### The missing level

This form of silica is a network of SiO₄ tetrahedra that share corners, with the bridges between them bent. Its optical vibrations at the zone centre fall into eleven levels, computed with LDA, and the results for row 1 are withheld. The question is how much of row 1 follows from the other ten levels and from the shape of the network: its degeneracy, its phonon frequency and its infrared intensity.

Zone-centre optical phonons of SiO₂ (space group I-42d, 6 atoms in the primitive cell, conventional a = 4.929 Å, c = 7.283 Å) at zero macroscopic field. Each row is one degenerate level, with the infrared intensity summed over its modes. Ansatz 0.2.0, LDA, plane-wave PAW, scalar-relativistic, no spin polarisation, cutoff 420 eV, Gamma-centred 6×6×6 k mesh.

| row | phonon frequency (cm⁻¹) | degeneracy | infrared intensity ((D/Å)²/amu) |
| --- | --- | --- | --- |
| 1 | ? | ? | ? |
| 2 | 331.9 | 1 | 0 |
| 3 | 357.5 | 1 | 0 |
| 4 | 414.9 | 1 | 0 |
| 5 | 426.2 | 1 | 8.98 |
| 6 | 447.4 | 2 | 13.3 |
| 7 | 766.3 | 1 | 0 |
| 8 | 781.1 | 2 | 6.42 |
| 9 | 1079.0 | 1 | 30.5 |
| 10 | 1089.2 | 2 | 56.2 |
| 11 | 1120.5 | 1 | 0 |

The infrared intensity measures how strongly a vibration changes the electric dipole, and so how strongly it absorbs light. It is summed over all modes of a level. The frequencies hold for zero macroscopic field, which makes them those of transverse vibrations. The upward shift of the longitudinal partners, large for strong absorbers, is not included.

### Counting the modes

Six atoms have 18 ways to move, and three of these are shifts of the whole crystal. That leaves 15 optical modes, of which the known levels hold 13. Row 1 must therefore be a pair, with degeneracy 2 and no margin.

Symmetry then says more. In this space group the optical modes form seven single levels and four pairs, the pairs being called E. All four pairs may absorb infrared light, as may two of the single levels. The table already has three pairs, two absorbing single levels and five with zero intensity. Those five zeros are imposed by symmetry and are no sign of weakly polar bonds. Row 1 is the fourth pair, so it is allowed to absorb, but symmetry alone doesn't say how strongly.

### What kind of motion is left

The known levels lie in three groups, and comparison with an ideal cubic network with straight bridges helps to sort them. In that parent the lowest group would hold eight modes, whereas only six are known below 500 cm⁻¹. The missing pair belongs there. Two triplets of the parent lie in this group. Rows 5 and 6, which are close together and both absorb, look like the two parts of one. Row 1 then descends from the other, in which the tetrahedra rotate nearly as rigid bodies.

With straight bridges such rotations are very soft. The oxygen atom moves sideways to the line between its two silicon neighbours, which to first order changes neither Si–O length. The real network is already folded, however, by rotations of the tetrahedra about the c axis. This splits the triplet into a single mode, A1, which folds the network more or less, and a pair, E, which rotates the tetrahedra about axes in the plane.

How far apart do these two lie? The other three triplets of the parent appear to split by only 10 to 21 cm⁻¹, with the pair on top. (LDA was run here on PAW datasets made for PBE, and no convergence test is given, so splittings this small are less secure than the broad groups.) If row 1 behaved likewise it would lie above 332 cm⁻¹, which contradicts the ascending order of the rows. The rotational triplet is special because the crystal has folded along one of its own members.

### An estimate of the frequency

In a bent bridge, an oxygen atom that moves within the plane of the bend, at right angles to the Si–Si line, lengthens or shortens both its bonds. That is stiff. If it moves out of this plane, neither bond changes length to first order, and that is soft as long as the tetrahedra keep their shape, as they nearly do in a rotation. The frequency of a rotation thus depends largely on how much of the oxygen motion takes the stiff direction.

The A1 mode takes only the stiff direction. Its frequency can be scaled from row 11, read here as the mode in which oxygen moves along the Si–Si lines while silicon rests. With bond stretching as the only force, the ratio of the two frequencies is $\tan\alpha$, where $\alpha$ is the angle between a bond and the Si–Si line. The bridge angle of 144.2° gives $\alpha = (180° - 144.2°)/2 = 17.9°$, hence

$$\nu_{\mathrm{A1}} \approx 1120.5\ \mathrm{cm^{-1}} \times \tan 17.9° \approx 362\ \mathrm{cm^{-1}}.$$

The computed atomic motions show that the A1 mode is row 2, at 331.9 cm⁻¹, in which oxygen moves along its twofold axis. The estimate is thus 30 cm⁻¹ too high. Row 3, at 357.5 cm⁻¹, is closer in number but is a different motion, with oxygen moving purely in the soft direction. Bond stretching alone would give it almost no frequency. Its height shows that the forces left out here, such as the resistance of the O–Si–O angles to bending, are not small.

In the E pair the tetrahedra turn about an axis in the plane, taken here along a. Half of the oxygen atoms then move in their stiff direction, by an amount $n_c$, the component along c of a unit vector on the Si–Si line. The other half move in their soft direction, by an amount 1. The cell dimensions give $n_c^2 \approx 0.35$, so the stiff share of the squared motion is $0.35/1.35 \approx 0.26$. The frequency goes as the square root of this share:

$$\nu_{\mathrm{E}} \approx 362\ \mathrm{cm^{-1}} \times \sqrt{0.26} \approx 185\ \mathrm{cm^{-1}}.$$

This estimate holds silicon at rest, which is too strict for the pair. On one side of a silicon atom a bond becomes longer while the bond on the opposite side becomes shorter, so the atom can shift and relieve both. The price is some bending of the O–Si–O angles, which costs less than stretching. The forecast is therefore moved down to 130 cm⁻¹, with a range of 70 to 200 cm⁻¹. The relief by silicon is a physical reason to go down, but the bending forces that the model leaves out act the other way. The size of the correction and the range are therefore judgement.

### An estimate of the intensity

In the cubic parent the rotational triplet is silent, and so is the triplet from which row 8 descends. Folding gives both a dipole, but by different routes. The parent of row 8 is even under inversion and the folding is odd, so one factor of folding is enough to make an odd quantity, as a dipole must be. The rotations are odd themselves, though of the wrong type to carry a dipole, and they need two factors of folding.

If each factor reduces the dipole by about the same ratio, row 1 should be weaker than row 8 by as much as row 8 is weaker than the strong absorbers. Intensity goes as the dipole squared. The estimate is the square of row 8's intensity divided by the sum over the known pairs:

$$\frac{6.42^2}{13.3 + 6.42 + 56.2} \approx 0.5\ \mathrm{(D/Å)^2/amu}.$$

A rough upper end, though not a strict bound, comes from the total absorbing strength in each direction. In the cubic parent the totals along c and in the plane would be equal. Imposing this on the folded crystal would leave about 3 (D/Å)²/amu for row 1. The forecast is thus 0.5, with a range of 0 to 3 (D/Å)²/amu.

### The computed level

The withheld rows as computed:

| row | phonon frequency (cm⁻¹) | degeneracy | infrared intensity ((D/Å)²/amu) |
| --- | --- | --- | --- |
| 1 | 135.8 | 2 | 0.165 |

The level is a pair, as the count requires. Its frequency of 135.8 cm⁻¹ lies within the range, and the forecast is 6 cm⁻¹ too low. The intensity of 0.165 (D/Å)²/amu is also within its range, but the central forecast was about three times too high. The printed output after this section lists the estimates beside the computed values.

The close hit in frequency owes much to the judged correction. The model with silicon at rest, which used row 11 as its only frequency, is 49 cm⁻¹ too high, or 36 % of the computed value. Expressed as stiffness, which for a fixed moving mass goes as the frequency squared, the computed mode has only about half of what that model gives it. Relief by moving silicon is a plausible reason, but it can't be the model's only flaw. The A1 mode also comes out too high, by 30 cm⁻¹, although symmetry keeps silicon at rest there. The table shows only the net result of everything that the model leaves out.

The large splitting is the firmer result. The single partner is row 2, so the pair lies $331.9 - 135.8 = 196.1$ cm⁻¹ below it, many times the splitting of the other triplets. This is what the mechanism calls for: in a cell of fixed size, changing the amount of folding must stretch or compress every Si–O bond, whereas rotation about an in-plane axis mostly uses the soft direction, and silicon can shift to relieve the rest. Row 3 shows that the soft direction alone doesn't make a frequency low. The tetrahedra must also nearly keep their shape, as they do in a rotation. In the same picture, straighter bridges would soften both motions.

The intensity estimate got the order right, since row 1 is far weaker than row 8, but it took every unknown factor as one. A miss by a factor of three is no surprise for such an argument. The equal-totals argument did worse as an estimate. With row 1 included, the totals are 38.0 in each in-plane direction and 39.5 along c, in the same units, so nearly all of the gap that row 1 might have filled belongs to the folded crystal itself.

In an infrared spectrum of this structure row 1 should be a weak line, well below the other absorbing levels in frequency. Row 6 absorbs about 80 times as strongly. The calculation is for zero temperature and leaves out zero-point motion, so the line in a real crystal may be shifted. Its real frequency doesn't prove the structure stable, because rotations of tetrahedra can also go soft at other wavevectors, which this calculation did not cover.

Printed output of the fit:

```
Optical modes in the known levels: 13
Forecast degeneracy of row 1: 2
Known modes in the group below 500 cm-1 (parent has 8): 6
Splitting row 6 less row 5 in cm-1: 21.2
Splitting row 8 less row 7 in cm-1: 14.8
Splitting row 10 less row 9 in cm-1: 10.2
Si-O-Si angle from the cell in degrees: 144.2
A1 folding mode from stretching alone in cm-1: 361.9
Share of squared oxygen motion that stretches bonds in E: 0.261
E rotation with silicon at rest in cm-1: 184.9
Forecast frequency of row 1 in cm-1: 130
Known intensity along c in (D/A)^2/amu: 39.48
Known intensity in the plane per direction in (D/A)^2/amu: 37.96
Level intensity left for row 1 if both totals were equal in (D/A)^2/amu: 3.04
Forecast level intensity of row 1 in (D/A)^2/amu: 0.5429
Computed degeneracy of row 1: 2
Computed frequency of row 1 in cm-1: 135.8
Frequency miss, forecast less computed, in cm-1: -5.8
Silicon-at-rest estimate less computed frequency in cm-1: 49.08
Computed level intensity of row 1 in (D/A)^2/amu: 0.165
Intensity miss, forecast less computed, in (D/A)^2/amu: 0.3779
Full in-plane intensity per direction with row 1 in (D/A)^2/amu: 38.04
Intensity per component of each level:
  row  frequency in cm-1  intensity per component in (D/A)^2/amu
    1              135.8                                  0.0825
    2              331.9                                       0
    3              357.5                                       0
    4              414.9                                       0
    5              426.2                                    8.98
    6              447.4                                    6.65
    7              766.3                                       0
    8              781.1                                    3.21
    9               1079                                    30.5
   10               1089                                    28.1
   11               1120                                       0
```
